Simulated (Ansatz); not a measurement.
# How methods differ on Al2Si2H6 (SMILES [SiH3][Al]1[AlH][SiH2]1)

The species is Al2Si2H6 (10 atoms), meant as a singlet with charge 0. As SMILES, `[SiH3][Al]1[AlH][SiH2]1`. The coordinates come from a PBE0-D4/def2-TZVP relaxation.

Each level gives the HOMO–LUMO gap (eV). The values are calculated.

```csv
level,kind,program,value (eV)
HF/def2-SVP,Hartree–Fock,Ansatz,8.70
SVWN5/def2-SVP,LDA,Ansatz,2.76
BLYP/def2-SVP,GGA,Ansatz,2.85
B3LYP/def2-SVP,global hybrid,Ansatz,4.02
BHLYP/def2-SVP,global hybrid,Ansatz,5.78
PBE0/def2-SVP,global hybrid,Ansatz,4.34
CAM-B3LYP/def2-SVP,range-separated hybrid,Ansatz,6.35
wB97M-V/def2-SVP,range-separated hybrid,Ansatz,7.77
```

The values span 2.76 to 8.70 eV. Orbital gaps aren't excitation energies; they tend to grow with the share of exact exchange.

The gap depends far more on the treatment of exchange than on gradient corrections: SVWN5 and BLYP nearly coincide at 2.76 and 2.85 eV, while the global hybrids climb from B3LYP through PBE0 to BHLYP. In Hartree–Fock, an empty orbital feels the repulsion of all the electrons, whereas an occupied one is freed from its own. The LUMO is therefore pushed up relative to the HOMO, giving 8.70 eV. A semilocal potential acts alike on both and leaves them close together. Long-range exact exchange restores much of this distinction, so the wB97M-V value of 7.77 eV is probably nearer to the difference between ionisation energy and electron affinity than the semilocal gaps are.

For the ring as written, the frontier pair probably consists of a strained Al–Al or Al–Si σ bond and a combination of the vacant 3p orbitals on trivalent aluminium, which would suggest Lewis acidity. The gaps alone do not establish that the singlet lies below the triplet.
